Q: A pressure of 20 GPa takes about 9 % off the volume of this GaN crystal. If I double the pressure, do I lose another 9 %?

A: Look first at how the loss is spread over the pressures you already have. In the table, volume change and a change are percentages relative to the cell at zero pressure, where a is the length of a cell edge. Enthalpy change is the gain in energy plus pressure times volume, per atom.

Zincblende GaN (2-atom cell; conventional a = 4.548 Å, 11.76 Å³ per atom at zero pressure), relaxed at each target pressure with its symmetry kept, at zero temperature. Ansatz 0.2.0, plane-wave PAW, scalar-relativistic PBE, no spin polarisation, cutoff 420 eV, Gaussian smearing 0.02 eV, 10×10×10 k mesh at zero pressure. Changes are relative to the zero-pressure cell.

| pressure (GPa) | volume change (%) | enthalpy change (eV/atom) | a change (%) |
| --- | --- | --- | --- |
| -2 | 1.22 | -0.148 | 0.40 |
| 0 | 0.00 | 0.000 | 0.00 |
| 2 | -1.15 | 0.146 | -0.38 |
| 5 | -2.71 | 0.362 | -0.91 |
| 10 | -5.08 | 0.715 | -1.72 |
| 20 | -9.01 | 1.397 | -3.10 |
| 40 | ? | ? | ? |

Q: The first 10 GPa remove 5.08 % and the next 10 GPa only 9.01 − 5.08 = 3.93 %. So the crystal becomes harder to squeeze. Why?

A: At zero pressure each Ga–N bond sits where attraction and repulsion balance. When the bond shortens, the repulsion between the electron clouds grows more steeply than the attraction, and its lead in steepness widens as the bond gets shorter. Each further step of the same size therefore needs a larger increase in force than the one before. That is the standard explanation; the calculation gives total energies and doesn't separate the two parts.

What the numbers do show is the stiffening itself. The bulk modulus is the pressure needed per fraction of volume lost. Its mean over an interval rises from 173 GPa between 0 and 2 GPa to 236 GPa between 10 and 20 GPa.

Q: How do I carry that on to 40 GPa without just drawing a curve by eye?

A: Choose a measure of compression in which the energy is simple. The Eulerian strain $f=\tfrac12\left[(V_0/V)^{2/3}-1\right]$ compares the squares of the old and new bond lengths, with $V_0$ the volume at zero pressure. Expand the energy per atom in it, up to the third power:

$$E=\tfrac92 V_0B f^2\left[1+(B'-4)f\right].$$

Here $B$ is the bulk modulus at zero pressure and $B'$ its initial rise per unit of pressure. Pressure is the energy gained per volume lost, $P=-dE/dV$, which gives the Birch–Murnaghan equation:

$$P=3f(1+2f)^{5/2}\left[B+\tfrac32B(B'-4)f\right].$$

I fitted its two constants to the six known rows. They come out as $B=170$ GPa and $\tfrac32B(B'-4)=164$ GPa, the second with a statistical error of about 14 GPa.

Q: Only the 20 GPa row is strongly compressed. Why trust two constants at twice that pressure?

A: Because the data have to supply only a small correction. Even with the last term left out, the equation stiffens, with $B'=4$; the fit raises this to about 4.6.

Try a volume change of −14.91 %. Then $V/V_0=0.8509$ and $f=0.0568$, and the bracket becomes $170+163.6\times0.0568=179.3$ GPa, about 5 % above $B$, which is still worth some 2 GPa of the final pressure. The pressure follows as

$$P=3\times0.0568\times1.1136^{5/2}\times179.3\ \text{GPa}\approx40\ \text{GPa},$$

so this is the volume we were looking for.

Q: Would another equation give another answer?

A: The Murnaghan equation, which lets the bulk modulus rise in proportion to pressure, gives −14.85 % from the same rows. I prefer Birch–Murnaghan because the rise usually slows at high compression. Stiffening itself matters far more than this choice: with a constant bulk modulus of 170 GPa the loss would be 21 %.

Q: And the enthalpy?

A: It needs no new constant. The pressure–volume term is $40\times11.76\times0.8509/160.2\approx2.50$ eV per atom, where 11.76 Å³ is the volume per atom at zero pressure and 160.2 converts GPa·Å³ to eV. The energy formula adds about 0.19 eV for the strained bonds.

My forecasts for 40 GPa are therefore:

- volume change: −14.9 ± 0.2 %
- a change: −5.24 ± 0.08 %
- enthalpy change: 2.686 ± 0.010 eV/atom

I also expect the crystal to be stiffer again than between 10 and 20 GPa, with the pressure–volume term still most of the enthalpy. The ranges are my judgement of what the choice of equation, rounding, and the basis and k mesh could do; they aren't statistical errors.

Q: Is that what a real GaN crystal would do at 40 GPa?

A: Not necessarily. The calculation holds the crystal in the zincblende structure, whereas GaN is normally wurtzite and turns to rocksalt at roughly this pressure. The forecast concerns how zincblende would go on compressing in PBE, at zero temperature. Whether another structure would be more stable there is a separate question, which needs the enthalpies of the competing structures.

Q: Then let's see the computed row.

The withheld rows as computed:

| pressure (GPa) | volume change (%) | enthalpy change (eV/atom) | a change (%) |
| --- | --- | --- | --- |
| 40 | -15.03 | 2.686 | -5.28 |

Q: All three values lie within your ranges, but the crystal shrank a little more than you said.

A: Yes, by 0.12 percentage points of the original volume. The mean bulk modulus between 20 and 40 GPa is 292 GPa, where my curve implied 298 GPa. The crystal did stiffen again, as forecast, but slightly less than the fit led me to think. The miss in a is the same one seen a second time, because in a cubic cell the edge fixes the volume.

Q: What caused it?

A: Probably, for the most part, the pressures I gave to the fit. They are the targets of the runs, and the finished cells miss them slightly: the 2 GPa row ended about 2 % too high and the 10 GPa row at 10.07 GPa, while the 20 GPa row came out at 20.01 GPa. Taking the targets at face value makes the crystal look too soft at low pressure, so it seems to stiffen too fast.

With the pressures actually reached, the mean bulk modulus between 0 and 2 GPa is 177 GPa instead of 173 GPa, while between 10 and 20 GPa it hardly changes. A fit to those pressures should therefore stiffen less and forecast a volume closer to the computed one. What remains may come from a fourth-power term in the energy, which I left out, or from the 40 GPa cell missing its own target slightly; the pressure that run reached isn't given here.

There is also a lesson in the size of the miss. The two equations differed by only 0.06 percentage points, half the actual error, and the computed value lies outside the gap between them. Both had learned their stiffening from the same six rows, with the same small errors in pressure, so their agreement was no measure of the error at 40 GPa.

Q: Yet the enthalpy agrees to the last printed digit. Is that the stronger success?

A: It is the weaker test. At zero temperature, a small rise in pressure raises the enthalpy by volume times that rise, $dH=V\,dP$, so the enthalpy adds up volumes along the whole path. Suppose my volume had been wrong by the full 0.12 points all the way from 20 to 40 GPa. The enthalpy would have shifted by only $0.0012\times11.76\times20/160.2\approx0.002$ eV per atom.

Q: So if I want to check such an extrapolation, I should look at the volume?

A: Yes, and better still at the bulk modulus, which depends on how the volume changes from row to row. The enthalpy hides small errors in stiffness, and the bulk modulus brings them out. Between close rows it also magnifies small errors in pressure, so work it out from the pressures the runs reached, not from their targets. For a similar crystal that keeps its structure, compare the pressure with its bulk modulus first: the softer the crystal, the sooner its volume curve bends. The printed output below gives both fits and the stiffness of each interval.

Printed output of the fit:

```
Stiffness and energy along the scan:
  row  mean bulk modulus since the row before (GPa)  PV (eV/atom)  internal energy (eV/atom)  Ga-N bond (angstrom)
   -2                                           n/a       -0.1486                  0.0005913                 1.977
    0                                         164.9             0                          0                 1.969
    2                                         172.9        0.1451                  0.0008879                 1.962
    5                                         188.6        0.3571                   0.004945                 1.951
   10                                         202.7        0.6967                    0.01829                 1.935
   20                                         236.5         1.336                    0.06126                 1.908
   40                                         292.2         2.495                     0.1913                 1.865
fit of pressure_series on 6 rows: coefficient of gfac 170 +/- 0.41, coefficient of gfac*strain 163.6 +/- 14; rms 0.0123, worst 5 -0.021, leave-one-out rms 0.0174
  rows outside the fit (model, value, miss): 40 40.49, 40, 0.491
fit of lnv on 6 rows: coefficient of log(1 + s*pressure_series) -0.2249 +/- 0.00018, s 0.02608; rms 7.31e-05, worst 2 0.000129, leave-one-out rms 0.000129
  rows outside the fit (model, value, miss): 40 -0.1607, -0.1629, 0.00215
Birch-Murnaghan bulk modulus at zero pressure (GPa): 170
Birch-Murnaghan pressure derivative of the bulk modulus: 4.641
Forecast volume change at 40 GPa, range +-0.2 (%): -14.91
Murnaghan volume change at 40 GPa (%): -14.85
Volume change at 40 GPa if the bulk modulus stayed constant (%): -20.96
Forecast mean bulk modulus from 20 to 40 GPa (GPa): 298.4
Forecast a change at 40 GPa, range +-0.08 (%): -5.239
Forecast enthalpy change at 40 GPa, range +-0.010 (eV/atom): 2.686
Computed volume change at 40 GPa (%): -15.03
Volume forecast less computed value (percentage points): 0.1219
a forecast less computed value (percentage points): 0.04094
Enthalpy forecast less computed value (eV/atom): 0.0001871
```
